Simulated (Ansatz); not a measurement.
**BP at 40 GPa: from Born charge to LO–TO splitting and polaron coupling**

These are results of Ansatz, DFT LDA, scalar-relativistic, plane waves, PAW, not measurements. Plane waves to 420 eV; Γ-centred k mesh 12×12×12; fixed occupations. No spin polarisation. Phonons by linear response, acoustic sum rule imposed.

The cell, relaxed at 40 GPa:
```
B P
1.0
     0.00000    2.12360    2.12360
     2.12360    0.00000    2.12360
     2.12360    2.12360    0.00000
B P
1 1
Direct
  0.00000 0.00000 0.00000
  0.75000 0.75000 0.75000
```

Other phases may be more stable at this pressure. The bands were filled as in an insulator; under compression the gap may have closed between mesh points.

Linear response gives ν_TO = 968.1 cm⁻¹, Born charges ±1.195 e (positive on P) and ε∞ = 9.181. The primitive cell holds 19.154 Å³, and the masses are 10.810 and 30.974 amu.

Question: Find ν_LO and the static dielectric constant.

Answer: The long-wave field adds a restoring force: ω_LO² − ω_TO² = Z*²e²/(ε_vac ε∞ μV). In these units ν_LO² − ν_TO² = 4.92064×10⁷ Z*²/(μ V ε∞) cm⁻², with μ = m₁m₂/(m₁ + m₂) = 8.013 amu: 49868 cm⁻². So ν_LO = √(968.1² + 49868) = 993.6 cm⁻¹, and the run gives 993.6. Lyddane–Sachs–Teller then gives ε0 = ε∞ (ν_LO/ν_TO)² = 9.67, against 9.67 in the run (it forms both from the same three quantities, so the match checks the arithmetic only). Between ν_TO and ν_LO the dielectric function is negative and an undamped crystal reflects fully: a reststrahlen band from 10.1 to 10.3 μm.

Question: What do the Clausius–Mossotti polarisability and the Szigeti charge come to?

Answer: With the Lorentz local field, α = (3V/4π)(ε∞ − 1)/(ε∞ + 2) = 3.35 Å³ for the pair, and e_S = 3Z*/(ε∞ + 2) = 0.32 e. The Born charge includes the electrons' response to the dipole's own local field, and e_S takes that enhancement out. The Lorentz field assumes point-like polarisable ions, a poor picture once ε∞ is this large, since the electron clouds then overlap or are shared, so both numbers are formal here.

Question: How strongly does a slow electron couple to the LO mode?

Answer: For one isotropic parabolic band, Fröhlich's constant is α_F = (1/ε∞ − 1/ε0) √(m* Ry/ħω_LO), with Ry = 13.606 eV, ħω_LO = 123.2 meV and m* in free-electron masses: α_F = 0.0055 × 10.51 × √m* = 0.06 √m*. The band mass isn't part of this run; for m* = 0.1, 0.3 and 1 it gives 0.02, 0.03, 0.06. In weak coupling the polaron lies α_F ħω_LO below the band edge (4 meV at m* = 0.3) with a mass m*(1 + α_F/6); past α_F of about 5 or 6 that expansion fails. A semilocal functional's ε∞ tends to be too large, which taken alone lowers α_F.

Cost: 1 run of about 1.1 core-minutes, on Intel Xeon Processor @ 2.50GHz (Skylake/Cascade Lake) (shared hosts).

Boron phosphide comes out here as a stiff, covalent and only weakly polar crystal. The light boron atom and strong sp³ bonds put the optical modes high, while the ionic contribution lifts the dielectric constant only from 9.181 to 9.67. A Born charge of 1.195 e is not small, but the mobile bond electrons screen the long-range field it creates, and the stiff lattice yields little to that field. The positive sign on P reverses the usual III–V assignment. The two elements have similar electronegativities, and boron's compact 2p shell, with no p core beneath it, draws bond charge towards boron. The Born charge is nevertheless a dynamical quantity, measuring how polarisation follows displacement, and should not be read as a static ionic charge.

The same small lattice polarisability makes Fröhlich coupling weak for all the trial masses, so a large polar mass enhancement is unlikely. This doesn't establish weak electron–phonon scattering overall, since deformation-potential and intervalley processes don't depend on the LO–TO splitting.
